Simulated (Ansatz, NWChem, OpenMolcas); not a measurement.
**InPH6 (SMILES [PH3+][InH3-]): the energy, rung by rung**

InPH6 has 8 atoms, charge 0, and is taken as a singlet. As SMILES, `[PH3+][InH3-]`. Geometry: relaxed at PBE0-D4/def2-TZVP.

```xyz
8

P    -0.5933    0.0626   -1.0266
In    0.8220   -0.0999    1.3628
H    -1.9975   -0.0772   -1.0218
H    -0.3189   -0.8557   -2.0621
H    -0.5268    1.2405   -1.8008
H     0.0233    1.2408    2.1119
H     2.3761    0.1407    0.6389
H     0.3074   -1.7088    1.7418
```

Quantity: the energy change with the In2–H8 bond stretched from 1.731 to 2.597 Å, in eV. The values are calculated.

```
                                         level                    kind     program  value (eV)  CPU time (all runs)
  M06-L/def2-SVP (core potential) (restricted)                meta-GGA  OpenMolcas        1.52                 44 s
 r2SCAN/def2-SVP (core potential) (restricted)                meta-GGA  OpenMolcas        1.62                 44 s
 M06-2X/def2-SVP (core potential) (restricted)         hybrid meta-GGA      NWChem        1.59                 70 s
   PBE0/def2-SVP (core potential) (restricted)           global hybrid      Ansatz        1.64                 11 s
wB97M-V/def2-SVP (core potential) (restricted)  range-separated hybrid      Ansatz        1.75                 75 s
 B2PLYP/def2-SVP (core potential) (restricted)           double hybrid  OpenMolcas        1.65                 24 s
RPA@PBE/def2-SVP (core potential) (restricted)                     RPA      Ansatz        1.56                 14 s
BCCD(T)/def2-SVP (core potential) (restricted)   coupled cluster or CI      Ansatz        1.57                 40 s
```

The first shape isn't each level's own minimum. The values span 1.52 to 1.75 eV. In the correlated wave-function rows the outer d shell of In is correlated, in sets not made for it. Times are those of the runs behind each value, whatever else they computed, on shared processors of several kinds: orders of magnitude only.

Stretching one In–H bond by half its length costs a similar energy at every level, but the values do not climb or fall steadily up the ladder. The two meta-GGAs lie on either side of the BCCD(T) value of 1.57 eV, RPA nearly coincides with it, and wB97M-V stands highest at 1.75 eV. The share of exact exchange alone does not order the results either, since M06-2X falls below PBE0 despite containing more of it.

The cost itself reflects the loss of overlap between hydrogen 1s and the diffuse 5s/5p valence orbitals of indium, in a bond polarised towards hydridic hydrogen. As the bonding and antibonding orbitals approach each other, static correlation grows, and the levels probably differ partly in how well a closed-shell reference absorbs it. The stretched structure is still short of separated radicals, so these energies probe the bond's resistance to extension and are not In–H dissociation energies, nor do they measure the strength of the dative P–In bond.
